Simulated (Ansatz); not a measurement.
Co: energy change per atom and pressure as volume scale varies

Plane-wave DFT, scalar-relativistic PAW made under PBE with cores redone for the functional, no dispersion; the given relaxed cell is scaled uniformly, energy at zero smearing counts from the unscaled cell, pressure at the given Fermi-Dirac smearing is positive in compression. The results are calculated, by Ansatz 0.2.0.

The cell before it is scaled or strained (space group Pm-3m, No. 221):
```
CELL_PARAMETERS angstrom
2.29560 0.00000 0.00000
0.00000 2.29560 0.00000
0.00000 0.00000 2.29560
ATOMIC_POSITIONS crystal
Co 0.00000 0.00000 0.00000
```

Settings of every row: spin polarised yes; functional PBEsol; wave cutoff 420 eV; smearing width 0.05 eV; k mesh 15x15x15.

Atom:
| element | starting moment (Bohr magneton) |
| --- | --- |
| Co | 1.75 |

Limits: search for a lower magnetic state is off; the cell comes from a prototype or a list of computed structures and needn't be the stable phase; with one magnetic atom in the cell only parallel moments are possible.

| row | volume scale | V (Å³/atom) | energy change per atom (meV) | pressure (GPa) | largest site moment (Bohr magneton) |
| --- | --- | --- | --- | --- | --- |
| 1 | 0.88 | 10.646 | 101.66 | 25.84 | 1.44 |
| 2 | 0.92 | 11.13 | 41.72 | 15 | 1.55 |
| 3 | 0.96 | 11.613 | 9.69 | 6.82 | 1.68 |
| 4 | 1.04 | 12.581 | ? | ? | ? |
| 5 | 1.08 | 13.065 | 34.56 | -10.22 | 1.9 |
| 6 | 1.12 | 13.549 | 71.83 | -14.24 | 1.93 |

Question: what energy change per atom and pressure should row 4 give?

Worked fit of energy change per atom. Take u = (V_r/V)^(2/3) − 1 with V_r = 11.613 Å³ an atom, which is twice the finite (Eulerian) strain; such expansions in the strain, on which the Birch-Murnaghan equation of state is built, carry the rest volume and the bulk modulus. The shown rows have u = 0.05967, 0.02873, 0, -0.07554, -0.09769. Least squares give energy change per atom = 9.702 + 715.81 × u + 13835.8 × u² meV; a straight line predicts inner rows, each left out in turn, worse (root mean square 36 against 0.04 meV). The rows lie off it by -0.02, 0.03, -0.01, -0.02, 0.02. Its lowest point lies at u = -0.0259, or V = 12.08 Å³ an atom, and the curvature there gives the bulk modulus at fixed shape and fractions, B = (4/9)(1 + u)² E″(u)/V = 155 GPa. The withheld row has u = -0.05198, so the fit gives 9.702 + 715.81 × (-0.05198) + 13835.8 × (-0.05198)² = 9.88 meV.

The calculation gave 10.53 meV. The fit lies 0.65 meV (6.2 % of the value, 0.71 % of the column's range) below it; its largest miss of a shown row is 0.03 meV.

Worked fit of pressure. Take u = (V_r/V)^(2/3) − 1 with V_r = 11.613 Å³ an atom, which is twice the finite (Eulerian) strain; such expansions in the strain, on which the Birch-Murnaghan equation of state is built, carry the rest volume and the bulk modulus. The shown rows have u = 0.05967, 0.02873, 0, -0.07554, -0.09769. Least squares give pressure = 6.752 + 277.84 × u + 662.5 × u² GPa; a straight line predicts inner rows, each left out in turn, worse (root mean square 1.8 against 0.36 GPa). The rows lie off it by 0.15, -0.28, 0.07, 0.24, -0.17 (root mean square 0.2 GPa). The withheld row has u = -0.05198, so the fit gives 6.752 + 277.84 × (-0.05198) + 662.5 × (-0.05198)² = -5.90 GPa.

The calculation gave -5.84 GPa. The fit lies 0.06 GPa (1 % of the value, 0.15 % of the column's range) below it; its largest miss of a shown row is 0.28 GPa.

The other values of row 4: largest site moment 1.83 Bohr magneton.
